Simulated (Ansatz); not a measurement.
Ta$_{4}$C$_{3}$: a vibration from a frozen displacement

The calculation used Ansatz 0.2.0, DFT PBEsol, scalar-relativistic, plane waves, PAW. Cutoff 420 eV, Γ-centred 10×10×10 k-points, Gaussian smearing of 0.15 eV. Spin–orbit coupling is left out, which matters for the heavy elements here. No spin polarisation. Energies are free energies at this smearing, counted from the undisturbed cell; pressure is positive in compression.

Reference structure (relaxed at this level; it needn't be the usual structure):

```
Ta C
1.0
     4.40260    0.00000    0.00000
     0.00000    4.40260    0.00000
     0.00000    0.00000    4.40260
Ta C
4 3
Direct
  0.00000 0.50000 0.50000
  0.50000 0.00000 0.50000
  0.50000 0.50000 0.00000
  0.00000 0.00000 0.00000
  0.50000 0.00000 0.00000
  0.00000 0.50000 0.00000
  0.00000 0.00000 0.50000
```

Every C atom is moved by x along the Cartesian unit vector (0.000, 0.000, -1.000); the cell and all other atoms stay fixed. The cell's volume is 85.34 Å³; the moved atoms weigh 36.033 u together and the others 723.792 u. Some rows repeat others by symmetry and weren't run.

| x (Å) | ΔE (meV/cell) | total force on the moved atoms along the move (eV/Å) | pressure (GPa) |
| --- | --- | --- | --- |
| -0.3000 | 2027.53 | 14.8705 | 11.3668 |
| -0.2625 | 1517.51 | 12.3904 | 8.6154 |
| -0.2250 | 1094.77 | 10.1904 | 6.2749 |
| -0.1875 | 750.24 | 8.2268 | 4.3348 |
| -0.1500 | 475.17 | 6.4640 | 2.7625 |
| -0.1125 | 264.85 | 4.7592 | 1.5570 |
| -0.0750 | 117.21 | 3.1294 | 0.7114 |
| -0.0375 | 29.33 | 1.5626 | 0.2088 |
| 0.0000 | 0.00 | 0.0000 | 0.0419 |
| 0.0375 | 29.33 | -1.5626 | 0.2088 |
| 0.0750 | 117.21 | -3.1294 | 0.7114 |
| 0.1125 | 264.85 | -4.7592 | 1.5570 |
| 0.1500 | 475.17 | -6.4640 | 2.7625 |
| 0.1875 | 750.24 | -8.2268 | 4.3348 |
| 0.2250 | 1094.77 | -10.1904 | 6.2749 |
| 0.2625 | 1517.51 | -12.3904 | 8.6154 |
| 0.3000 | 2027.53 | -14.8705 | 11.3668 |

Question: What frequency belongs to this motion?

Answer: The force constant is k = −dF/dx = 41.669 eV/Å², from the parabola through x = -0.0375, 0 and 0.0375. In every cell the moved atoms swing against the rest, so the mass is μ = m₁m₂/(m₁ + m₂) = 34.324 u, and ν̃ = 521.5 cm⁻¹ × √(|k|/μ) = 575 cm⁻¹. The pattern needn't be a normal mode: ν̃² is then a weighted mean of the squared nonzero frequencies at the zone centre of this cell, so it lies between the lowest and the highest of them.

Question: How far does the harmonic law reach?

Answer: At x = -0.300 Å, kx²/2 = 1875.12 meV against the computed 2027.53 meV (+8.1 %): the well stiffens in this direction at large amplitude.

Question: The pressure changes with x². What does that say about the frequency under compression?

Answer: With E = k(V)x²/2, k ∝ V^(−2γ) and x scaling with the cell as V^(1/3), P − P0 = −∂E/∂V = (2γ − 2/3) ΔE/V. At x = 0.0750 Å, V(P − P0) = 85.34 × 0.66958 / 160.2 eV = 356.63 meV and ΔE = 117.21 meV, so γ = 1/3 + V(P − P0)/(2ΔE) = 1.85. This is the Grüneisen parameter of the motion under uniform scaling of the cell: shrinking the cell evenly by 1 % in volume raises the frequency by about 1.85 %.

In a metal these slopes depend on the k mesh and the smearing.

Cost: 9 runs of about 6.3 core-minutes in all, on Intel Xeon Platinum 8259CL (Skylake/Cascade Lake) (shared hosts).

The carbon sublattice sits in a stiff, symmetric single well. Each carbon occupies an octahedral tantalum cage, where covalent Ta 5d–C 2p bonding and short-range repulsion resist displacement, and the small mass of carbon places the motion at 575 cm⁻¹. Inversion symmetry removes the odd terms in the energy. The stiffening at large amplitude therefore reflects even anharmonicity, probably because repulsion from the approached tantalum atoms grows faster than the restoring force from the stretched bonds opposite weakens. Near the minimum the response is almost linear, so this anharmonicity should matter little for small vibrations.

The positive Grüneisen parameter of 1.85 fits the same picture: compression shortens the Ta–C contacts and steepens the cage potential. The carbon vacancy makes the sites inequivalent for this displacement direction, since only some carbons move towards tantalum atoms that border the vacancy. The summed force cannot show how the stiffness is divided among them. Nor does a stable well along this one path establish that the vacancy-ordered structure is dynamically stable against other distortions.
